## Back-gate noise of a resistive ground plane

In a thin-BOX fully depleted SOI FET the ground plane under the buried oxide is a second gate, and the thermal noise of its access resistance modulates the channel. Spectra are one-sided, signals vary as $e^{j\omega t}$, gate, source and drain are ac-grounded, and $\gamma$ is defined by $S_{id}=4kT\gamma g_{d0}$, with $g_{d0}$ the output conductance at $V_{DS}=0$.

**Coupling.** Place the electrons (charge $-Q_i$ per area) in a sheet at fixed depth $x_c$ in an undoped film, above an undepleted ground plane. The capacitances per area to the two gates are
$$C_f=\frac{\varepsilon_{ox}}{t_{ox}+x_c\,\varepsilon_{ox}/\varepsilon_{Si}},\qquad C_k=\frac{\varepsilon_{ox}}{t_{BOX}+(t_{Si}-x_c)\,\varepsilon_{ox}/\varepsilon_{Si}}.$$
With voltages referred to flat band, Gauss's law for the sheet potential $\psi$ reads $C_f(V_G-\psi)+C_k(V_B-\psi)=Q_i$. The gates enter only through $C_fV_G+C_kV_B$, so $g_{mb}/g_m=C_k/C_f$. For $Q_i\to0$, $\partial\psi/\partial V_G=1/n$ with $n=1+C_k/C_f$, hence $g_{mb}=(n-1)g_m$. Traps at the sheet potential add $C_{it}/C_f$ to $n$ but leave $g_{mb}/g_m$ unchanged.

**One-node model.** The ground plane is a single node $v_b$, tied to its contact through $R_b$ and a source $e_n$ with $S_e=4kTR_b$. Its total capacitance is $C_b$, of which $C_{db}$ goes to the drain. The node balance $(e_n-v_b)/R_b=j\omega C_bv_b$ and the quasi-static current into the drain, $i_d=(g_{mb}-j\omega C_{db})v_b$, give
$$S_{id}=4kTR_b\,\frac{g_{mb}^2+\omega^2C_{db}^2}{1+(\omega R_bC_b)^2}.$$
At $V_{DS}=0$, where $g_{mb}=0$, this equals $4kT$ times the conductance that the capacitive network adds at the drain, as the Nyquist theorem demands. Also $\int_0^\infty S_{v_b}\,df=kT/C_b$.

**General statement.** For any passive back-gate impedance at temperature $T$, $S_{v_b}=4kT\,\mathrm{Re}\,Z_b$. One node has $Z_b=R_b/(1+j\omega R_bC_b)$, and for $\omega C_{db}\ll g_{mb}$
$$S_{id}=\frac{4kTR_bg_{mb}^2}{1+(\omega R_bC_b)^2},\qquad \Delta\gamma(0)=\frac{g_{mb}^2R_b}{g_{d0}}.$$
The low-frequency value is exact in the model, and referred to the front gate it is a noise resistance $(n-1)^2R_b$. If the plane is a strip of resistance $R$ along the width, contacted at one end, an element $R\,du$ at fractional distance $u$ drives the fraction $1-u$ of the channel, so $R_b=R\int_0^1(1-u)^2du=R/3$ at low frequency, and the single pole becomes an approximation.

**Numbers for a Si/SiO$_2$ stack.** Assumed inputs are $t_{ox}=1.2$ nm (EOT), $t_{Si}=7$ nm, $t_{BOX}=25$ nm, $\varepsilon_{ox}=3.9\,\varepsilon_0$, $\varepsilon_{Si}=11.7\,\varepsilon_0$, $W=10$ µm, $L=30$ nm, $g_m=10$ mS, $g_{d0}=15$ mS, $R_b=1$ kΩ, $C_b=10$ fF, $C_{db}=1$ fF, $T=300$ K and $x_c=2$ nm. The depth $x_c$ was chosen to place the coupling in the typical range of roughly 60–90 mV/V for this BOX thickness.

The equivalent thicknesses are 1.867 and 26.67 nm, so $n-1=0.070$ and $g_{mb}=0.70$ mS. The model's plateau is $S_{id}=8.1\times10^{-24}$ A$^2$/Hz (2.8 pA/$\sqrt{\mathrm{Hz}}$), the input noise resistance is 4.9 Ω, and $\Delta\gamma(0)=0.033$, or 4.9 % of the long-channel saturation value $2/3$. The corner $1/(2\pi R_bC_b)$ lies at 15.9 GHz, and $\omega C_{db}=g_{mb}$ at 111 GHz.

At 28 GHz the Lorentzian factor is 0.244 and $\Delta\gamma=0.0080$, which the path through $C_{db}$ raises by 6 % to 0.0085. The model omits the current that channel noise induces in the plane. Its long-channel cross-spectrum with the drain current is imaginary, of magnitude $4kT\omega C_kWL/9$, and shifts $\gamma$ by about $2g_{mb}|\mathrm{Im}Z_b|\,\omega C_kWL/(9g_{d0})$, which vanishes as $\omega^2$ at low frequency. With $C_kWL=0.39$ fF and $|\mathrm{Im}Z_b|=430$ Ω this estimate is 0.0003, so the model supports $\Delta\gamma\approx0.008$ at 28 GHz.